How the areal heat diffusion time of a Mo/Al2O3/Mo film answers to a change of one parameter

A short light pulse deposits the energy Q per unit area on the front face of a free-standing stack, and the temperature rise T_rear(t) of the rear face is recorded. Heat flows in one dimension by Fourier's law, all properties are constant, and both outer faces are adiabatic. The rear face then rises to T_max = Q/C, with C the heat capacity of the whole stack per unit area. The areal heat diffusion time, the quantity used in Baba's response-function analysis, is the area between the normalised curve and its final value,

A = ∫₀^∞ (1 − T_rear/T_max) dt.

The question is how A moves, in sign and size, when one property of the trilayer is changed.

1. The area from the matrix product

A layer of thickness L, conductivity λ and volumetric heat capacity c has the areal capacity C_i = cL, the resistance r_i = L/λ and the diffusion time τ_i = r_i C_i = L²/α, with α = λ/c. Let s be the Laplace variable and count the flux q positive from front to rear. The pair (T, q) on the front side of a layer equals a matrix times the pair on its rear side. With z = √(sτ_i), and rows separated by a semicolon,

M_i = [cosh z, r_i sinh z/z; sC_i sinh z/z, cosh z].

A boundary resistance R has the matrix [1, R; 0, 1]. The stack matrix M is the product in order from front to rear. At the rear q = 0 and at the front the transform of q is Q, so the transform of T_rear is Q/M₂₁.

Stop and predict: if M₂₁ = sC(1 + as + …), what is A?

The transform of 1 − T_rear/T_max is 1/s − 1/[s(1 + as + …)], which tends to a as s → 0, and a transform at s = 0 is the time integral. So A = a. One layer has sinh z/z = 1 + sτ/6 + …, hence A = τ/6 = L²/(6α). Two layers have M₂₁ = (M₁)₂₁(M₂)₁₁ + R(M₁)₂₁(M₂)₂₁ + (M₁)₂₂(M₂)₂₁, and with cosh z = 1 + sτ/2 + … this gives

A = [C₁(τ₁/6 + τ₂/2) + C₂(τ₂/6 + τ₁/2) + R C₁C₂]/(C₁ + C₂).

For three layers the product M₁ R₁₂ M₂ R₂₃ M₃, taken to order s², gives

A·C = r₁[C₁²/6 + C₁(C₂ + C₃)/2] + r₂[C₁C₃ + C₂(C₁ + C₃)/2 + C₂²/6] + r₃[C₃²/6 + C₃(C₁ + C₂)/2] + R₁₂C₁(C₂ + C₃) + R₂₃(C₁ + C₂)C₃.

The pattern has a direct derivation. Let C_f(x) be the capacity in front of the plane x and C_b(x) = C − C_f(x) the capacity behind it. The total heat that ever crosses the plane is C_b T_max. The function θ(x) = ∫(T − T_max) dt therefore obeys dθ = −C_b T_max dr, where dr is an element of resistance, in a layer or at a boundary. The stack holds the energy Q at all times, so ∫θ dC_f = 0. Integration by parts gives Cθ_rear = ∫C_f dθ, and with A = −θ_rear/T_max,

A = (1/C) ∫ C_f C_b dr.

This is the weight rule: each bit of resistance counts with the weight C_f C_b/C, which is zero at the outer faces and at most C/4.

2. The reference stack

For equal Mo layers (index M) around the oxide (index X) and equal boundary resistances,

A = [τ_M(4C_M/3 + C_X) + r_X(C_M² + C_M C_X + C_X²/6) + 2R C_M(C_M + C_X)]/(2C_M + C_X).

The inputs are approximate values, chosen as typical of sputtered films near 300 K. Mo: 100 nm, c = 2.6 MJ/(m³ K), λ = 65 W/(m K), about half the bulk value. Amorphous Al2O3: 50 nm, c = 2.4 MJ/(m³ K) (a density near 3.1 g/cm³ times about 0.78 J/(g K)), λ = 2.0 W/(m K). Each boundary: R = 2 m² K/GW. A resistance in m² K/GW is a thickness in nm divided by λ in W/(m K), and multiplied by a capacity in J/(m² K) it gives ns. So C_M = 0.26, C_X = 0.12, C = 0.64 J/(m² K), r_M = 1.54, r_X = 25 m² K/GW, τ_M = 0.40 ns and τ_X = 3.0 ns. The total capacity equals 4.0 eV/(nm² K); a pulse that leaves 4 eV/nm² warms the stack by 1.0 K, little enough for constant properties.

Stop and predict: the free oxide film would have A = τ_X/6 = 0.50 ns. Is its contribution inside the stack near that value?

It is far larger, because the heat destined for the rear Mo layer has to pass through it. The oxide and both boundaries, 29 m² K/GW in all, sit near the middle, where the weight is just under C/4 = 0.16 J/(m² K), so together they give a little less than 4.64 ns. The formula gives 3.95 ns for the oxide, 0.62 ns for the boundaries and 0.29 ns for the Mo layers, in total A = 4.86 ns for the model. The oxide term is 7.9 times the area of the free film.

3. Double the oxide thickness

Stop and predict: diffusion times go as L². Does the oxide term grow fourfold at 100 nm?

With g = C_X/C_M the oxide term is r_X C_M (1 + g + g²/6)/(2 + g). For g ≫ 1 it tends to τ_X/6 and goes as L². For g ≪ 1 it is (r_X C_M/2)(1 + g/2 + …), a resistor between two capacitors, linear in L. Here g goes from 0.46 to 0.92, and the first-order form suggests a factor of about 2.4. The full expression, with C_X = 0.24, r_X = 50 and C = 0.76, gives 9.18 ns, a factor of 2.32. The other terms rise slightly with the added capacity, to 0.68 ns and 0.31 ns, and A = 10.18 ns is 2.09 times the reference.

4. Double one boundary resistance

Stop and predict: does it matter whether the front or the rear boundary is the worse one?

In the symmetric stack both carry the weight C_M(C_M + C_X)/C = 0.154 J/(m² K), so only R₁₂ + R₂₃ enters. Raising either from 2 to 4 m² K/GW adds 0.31 ns. The mean weight of the oxide resistance is 0.158 J/(m² K), nearly the same, so in A one boundary resembles Rλ_X = 4 nm of extra oxide, and one sample cannot separate the two. A thickness series can: for vanishing oxide thickness with both resistances kept, A tends to (2/3)τ_M + R C_M = 0.79 ns, of which 0.27 ns is the area of a plain 200 nm Mo film and 0.52 ns belongs to the boundaries.

5. Replace the amorphous oxide by corundum

Keep the mass of oxide per area, take the same specific heat and keep R, so that C_X is unchanged.

Stop and predict: which term leads now?

The weights do not change, and only r_X does. The compiled lattice constants a = 4.7589 Å and c₀ = 12.991 Å (Lallet 2009) give a hexagonal cell volume (√3/2)a²c₀ = 254.8 Å³. With six formula units of 101.96 u the density is 3.99 g/cm³, the volumetric capacity 3.11 MJ/(m³ K) and the thickness 38.6 nm. The compiled bulk conductivity of 30 W/(m K) at 300 K (Toher 2017) gives r_X = 1.29 m² K/GW, less than one boundary. The oxide term falls to 0.20 ns and A to 1.11 ns, more than half of it from the boundaries. Since the oxide term goes as 1/λ_X, the sensitivity −d ln A/d ln λ_X equals its share of A, which drops from 0.81 to 0.18. A crystalline film this thin typically conducts less well than the bulk because phonons scatter at its faces; halving λ_X would add another 0.20 ns. The boundary resistance would in practice change too, at 0.31 ns for each m² K/GW on both faces together.

6. Move the oxide off centre, then turn the sample over

Take 50 nm of Mo in front and 150 nm behind, so that C₁ = C_M − Δ and C₃ = C_M + Δ with Δ = 0.13 J/(m² K).

Stop and predict: the thin front layer gets hotter and drives more flux, while the thick rear layer needs more heat. Which way does A go, and what happens when the sample is turned over?

The dominant resistance leaves the place of greatest weight, so A falls. In the three-layer formula C₁ + C₃ is fixed and C₁C₃ = C_M² − Δ². The oxide term changes by −r_XΔ²/C = −0.66 ns and the boundary terms by −2RΔ²/C = −0.11 ns. In the Mo terms the part free of C_X is that of a continuous 200 nm film and stays, while the part C_X(τ₁ + τ₃)/(2C) grows by 0.019 ns as τ₁ + τ₃ goes from 0.8 to 1.0 ns. The sum is −0.75 ns, and A = 4.12 ns. The change is even in Δ. Turning any stack over exchanges C_f and C_b and leaves A the same. More strongly, each factor has equal diagonal elements, so reversing the product only exchanges M₁₁ and M₂₂; M₂₁ and the whole rear curve are unchanged.

7. Raise a Mo property by 10 per cent

Stop and predict: which matters more, the conductivity or the heat capacity of Mo?

The conductivity enters only the small Mo term, which is divided by 1.1; A changes by −0.027 ns. The capacity enters every weight. For C_X → 0 the area would be proportional to C_M, so a little under 10 per cent is expected. With C_M = 0.286 and the resistances fixed, A = 5.27 ns, a rise of 0.41 ns or 8.4 per cent, some 15 times the response to the conductivity. The capacity of the metal, and hence its thickness, has to be known well.

8. Lengthen the pulse, or absorb it below the surface

Stop and predict: a rectangular pulse of 2 ns replaces the instantaneous one, and the clock starts at its leading edge. By how much does A grow?

For a pulse shape p(t) of unit area the transform of T_rear is multiplied by P(s) = 1 − s t̄ + …, with the centroid t̄ = ∫t p dt. Then 1/s − (1 − s t̄)/[s(1 + as)] tends to a + t̄. Only the centroid enters, here 1.00 ns, and A = 5.86 ns, whatever the stack. If the clock starts at the centroid the shift is zero, provided that any signal at negative times is counted as negative area.

Absorption at a depth x₀ in the front Mo acts the other way. In front of x₀ the net heat crossing a plane is −C_f T_max, which is C T_max less than before, so A loses ∫C_f dr from 0 to x₀, that is x₀²/(2α). For an exponential profile of depth δ ≪ L the mean of x₀² is 2δ², and the loss is δ²/α. An approximate optical depth of 20 nm and α = 2.5×10⁴ nm²/ns give 0.016 ns, and a probe that averages the rear layer over the same depth removes as much again. The sum of 0.032 ns is small against 4.86 ns, yet it is as large as the response to the Mo conductivity in section 7, and it shifts the absolute A in the second decimal.

Responses of the model, from A = 4.86 ns:

oxide 50 → 100 nm: +5.31 ns
one R from 2 to 4 m² K/GW: +0.31 ns
corundum of equal mass, bulk λ: −3.75 ns
Mo 50 nm / 150 nm: −0.75 ns
sample turned over: no change
C_M up by 10 per cent: +0.41 ns
λ_M up by 10 per cent: −0.027 ns
rectangular pulse of 2 ns: +1.00 ns

These numbers belong to the model. The conductivity of amorphous alumina films typically lies between about 1.5 and 3 W/(m K), depending on deposition, and across that range the reference A runs from 6.18 to 3.54 ns.

9. Put the heated face on glass

Real films of this thickness rest on a substrate, often a transparent one through which the pulse enters.

Stop and predict: is the leak into a poor conductor negligible on a scale of ns?

A thick substrate of effusivity e = √(λc) in perfect contact draws the flux e√s T_front, so the transform of T_rear becomes Q/(M₂₁ + e√s M₁₁). At small s the new term goes as √s and outweighs sC. The rear temperature finally returns to zero, and the area referred to Q/C increases without bound as the time window is lengthened. The window cannot be made short. M₂₁/(sC) equals the product of the factors (1 + sτ_n) over the relaxation times τ_n of the free stack, so A = Στ_n (for one layer Στ/(n²π²) = τ/6), and the slowest time is below A. A window of 20 ns, which is 4.1 A, thus covers more than four such times. To size the leak, treat the stack as one capacity. The transform Q/(sC + e√s) inverts to (Q/C) exp(y²) erfc(y) with y = e√t/C. Approximate values for fused silica, 1.4 W/(m K) and 1.6 MJ/(m³ K), give y = 0.33 at 20 ns and a factor of 0.71. In this lumped estimate 29 per cent of the signal has gone by the time the plateau would be read, a change larger than most responses in the table. On a substrate A has to be obtained from a fit that contains the term e√s M₁₁, and the weight rule then applies to the coefficient a of M₂₁ that the fit returns.